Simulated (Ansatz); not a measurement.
## A series in volume per atom on CeO2

All results are calculated (Ansatz 0.2.0). Plane-wave density functional theory, PAW datasets, Gaussian smearing 0.05 eV: one cell with all forces under 0.002 eV/angstrom; stress (xx yy zz yz xz xy) and pressure positive in compression; spin moments; energy counted from the lowest of this functional's runs near zero pressure.

Cell of the first row (space group Fm-3m, No. 225):
```
CeO2
1.0
      0.0000     2.6766     2.6766
      2.6766     0.0000     2.6766
      2.6766     2.6766     0.0000
Ce O
1 2
Direct
  0.00000 0.00000 0.00000
  0.25000 0.25000 0.25000
  0.75000 0.75000 0.75000
```

Settings of every row: functional r2SCAN; exact exchange fraction 0; fraction rule fixed; exchange screening 0 Å⁻¹; dispersion D4; spin treatment none; moment partition spheres; spin axis none; wave cutoff 500 eV; k mesh 8x8x8; SCF start atoms; lower state search light; symmetry use detected.

Atom first moment, atom hubbard u: 0 on all atoms.

Limits: no spin-orbit coupling, which matters for these elements.

Limits of some rows: cell under large stress (row 1).

```csv
row,volume per atom (Å³),energy above zero pressure cell (meV per atom),dispersion energy (meV per atom),pressure (GPa)
1,12.783,?,?,?
2,13.05,3.34,-94.4,4.1
3,13.193,0.7,-93.3,1.84
4,13.316,0,-92.4,0
5,13.355,0.07,-92.1,-0.56
6,13.582,3.11,-90.5,-3.68
7,13.849,12.03,-88.7,-6.99
```

Question: what energy above zero pressure cell and dispersion energy should row 1 give?

Worked fit of energy above zero pressure cell. Take u = (V_r/V)^(2/3) − 1 with V_r = 13.335 Å³ an atom, which is twice the finite (Eulerian) strain; such expansions in the strain, on which the Birch-Murnaghan equation of state is built, carry the rest volume and the bulk modulus. The shown rows have u = 0.01451, 0.00716, 0.00095, -0.001, -0.01216, -0.0249. Least squares give energy above zero pressure cell = 0.018 − 34.85 × u + 18107 × u² + 5299 × u³ meV per atom; a parabola predicts inner rows, each left out in turn, worse (root mean square 0.014 against 0.0035 meV per atom). All shown rows lie on it to the printed digit. Its lowest point lies at u = 0.0010, or V = 13.32 Å³ an atom, and the curvature there gives the bulk modulus at fixed shape and fractions, B = (4/9)(1 + u)² E″(u)/V = 194 GPa. The withheld row has u = 0.02858, so the fit gives 0.018 − 34.85 × (0.02858) + 18107 × (0.02858)² + 5299 × (0.02858)³ = 13.94 meV per atom.

The calculation gave 13.89 meV per atom. The fit lies 0.05 meV per atom (0.36 % of the column's range) above it; its largest miss of a shown row is 0.00 meV per atom. This row lies beyond the range of the fit.

Worked fit of dispersion energy. Take u = (V_r/V)^(2/3) − 1 with V_r = 13.335 Å³ an atom, which is twice the finite (Eulerian) strain; such expansions in the strain, on which the Birch-Murnaghan equation of state is built, carry the rest volume and the bulk modulus. The shown rows have u = 0.01451, 0.00716, 0.00095, -0.001, -0.01216, -0.0249. Least squares give dispersion energy = −92.25 − 145.9 × u − 132 × u² meV per atom; a straight line predicts inner rows, each left out in turn, worse (root mean square 0.021 against 0.0087 meV per atom). All shown rows lie on it to the printed digit. The withheld row has u = 0.02858, so the fit gives −92.25 − 145.9 × (0.02858) − 132 × (0.02858)² = -96.5 meV per atom.

The calculation gave -96.5 meV per atom. The fit meets it to the printed digit. This row lies beyond the range of the fit.

The other values of row 1: pressure 8.67 GPa.
